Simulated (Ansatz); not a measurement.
# A series in volume per atom on Ge

Periodic Kohn-Sham DFT of a crystal at fixed atoms; pressure and stress are positive in compression; the energy is the free energy less that of spherical unpolarised free atoms; site moments are those in the method's own spheres, positive along +z. The results are calculated, by Ansatz 0.2.0.

Cell of the first row (space group Fd-3m, No. 227):
```
Ge
1.0
      0.0000     2.7710     2.7710
      2.7710     0.0000     2.7710
      2.7710     2.7710     0.0000
Ge
2
Direct
  0.50000 0.50000 0.50000
  0.75000 0.75000 0.75000
```

Settings of every row: method all-electron LAPW; functional PBEsol; relativity scalar; k mesh 11x11x11; filling fermi-dirac; smearing width 0.05 eV; basis error target 0.5 meV/atom; nucleus gaussian.

Atom start moment: 0 on all atoms.

Limits of some rows: small gap, it may come from the mesh (row 1, 2, 3, 4).

| row | volume per atom (Å³) | pressure (GPa) | energy less free atoms (eV/atom) |
| --- | --- | --- | --- |
| 1 | 21.278 | 5.694 | -4.8936 |
| 2 | 21.73 | 3.809 | -4.907 |
| 3 | 22.183 | 2.134 | -4.9153 |
| 4 | 22.409 | 1.373 | -4.9178 |
| 5 | 22.636 | ? | ? |
| 6 | 22.862 | -0.017 | -4.9197 |
| 7 | 23.088 | -0.661 | -4.9192 |
| 8 | 23.541 | -1.845 | -4.9156 |
| 9 | 23.994 | -2.897 | -4.9089 |

Question: what pressure and energy less free atoms should row 5 give?

Worked fit of pressure. Take u = (V_r/V)^(2/3) − 1 with V_r = 22.636 Å³ an atom, which is twice the finite (Eulerian) strain; such expansions in the strain, on which the Birch-Murnaghan equation of state is built, carry the rest volume and the bulk modulus. The shown rows have u = 0.04211, 0.02761, 0.01357, 0.00674, -0.0066, -0.01309, -0.0258, -0.0381. Least squares give pressure = 0.6543 + 104.651 × u + 326.63 × u² + 719 × u³ GPa; a parabola predicts inner rows, each left out in turn, worse (root mean square 0.013 against 0.0047 GPa). The rows lie off it by 0.000, 0.001, -0.002, -0.002, 0.005, 0.000, -0.004, 0.002 (root mean square 0.0026 GPa). The pressure vanishes at u = -0.0064, or V = 22.85 Å³ an atom, and there the bulk modulus at fixed shape and fractions is B = −V dP/dV = (2/3)(1 + u) dP/du = 66.6 GPa. The withheld row has u = 0, so the fit gives 0.6543 + 104.651 × (0) + 326.63 × (0)² + 719 × (0)³ = 0.654 GPa.

The calculation gave 0.66 GPa. The fit lies 0.006 GPa (0.07 % of the column's range) below it; its largest miss of a shown row is 0.005 GPa.

Worked fit of energy less free atoms. Take u = (V_r/V)^(2/3) − 1 with V_r = 22.636 Å³ an atom, which is twice the finite (Eulerian) strain; such expansions in the strain, on which the Birch-Murnaghan equation of state is built, carry the rest volume and the bulk modulus. The shown rows have u = 0.04211, 0.02761, 0.01357, 0.00674, -0.0066, -0.01309, -0.0258, -0.0381. Least squares give energy less free atoms = −4.91924 + 0.1384 × u + 10.954 × u² + 5.1 × u³ eV/atom; a parabola predicts inner rows, each left out in turn, worse (root mean square 8.7e-05 against 3.8e-05 eV/atom). All shown rows lie on it to the printed digit. Its lowest point lies at u = -0.0063, or V = 22.85 Å³ an atom, and the curvature there gives the bulk modulus at fixed shape and fractions, B = (4/9)(1 + u)² E″(u)/V = 66.8 GPa. The withheld row has u = 0, so the fit gives −4.91924 + 0.1384 × (0) + 10.954 × (0)² + 5.1 × (0)³ = -4.9192 eV/atom.

The calculation gave -4.9192 eV/atom. The fit meets it to the printed digit.
